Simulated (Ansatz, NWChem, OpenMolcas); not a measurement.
## A substitution series on N: H to SiH3

Gas-phase molecules. On one N centre, n of the H ligands are replaced by SiH3. The HOMO–LUMO gap y in eV at B3LYP/6-31G* (spherical functions). Shapes: PBE0-D4/def2-TZVP. Programs: Ansatz 0.2.0, NWChem 7.3.0, OpenMolcas 26.06. A level may come from different programs for different species; with the same settings they agree closely.

| molecule | n | y (eV) |
| --- | --- | --- |
| NH3 | 0 | 9.01 |
| SiH3(NH2) | 1 | ? |
| Si2NH7 | 2 | 7.24 |
| Si3NH9 | 3 | 7.08 |

Question: Fit y = c + s·n to the known rows and predict SiH3(NH2).

Answer: 
1. Means of the 3 rows: n = 1.66667, y = 7.777.
2. Σ(Δn)² = 4.6667, Σ(Δn·Δy) = -3.1633, so the slope is -3.1633/4.6667 = -0.67785.
3. Intercept: 7.777 − (-0.67785) × 1.66667 = 8.907. The largest residual of the fit is 0.31.
4. SiH3(NH2): 8.907 + (-0.67785) × 1 = 8.23 eV.

The run gave 7.55 eV, so the prediction is off by +0.68 eV, more than the largest residual. The step per swap changes from -1.46 to -0.16 eV along the series, so a line misses the bend. Orbital gaps aren't excitation energies, and the LUMO depends on the basis.

The gap falls with every silyl group, but most of the drop comes with the first one: it goes from 9.01 to 7.55 eV there, and only to 7.08 eV by the fully silylated amine. The likely reason is a change in the character of the LUMO. Ammonia has only N–H antibonding and diffuse orbitals to offer, whereas a single SiH3 already brings in lower-lying σ* orbitals of Si–N and Si–H character. Further silyl groups add and mix orbitals of the same kind, so the effect saturates.

The nitrogen lone pair, the expected HOMO, probably feels opposing influences. Electropositive silicon and the flattening at nitrogen typical of silylamines push it up, while delocalisation into the silyl σ* orbitals pulls it down. The line fails because it treats the parent amine as an ordinary member of the series, although it lacks the silicon-based acceptor orbitals. The numbers therefore support a strong first-substituent effect rather than additive shifts, but gaps alone can't apportion the change between HOMO and LUMO.
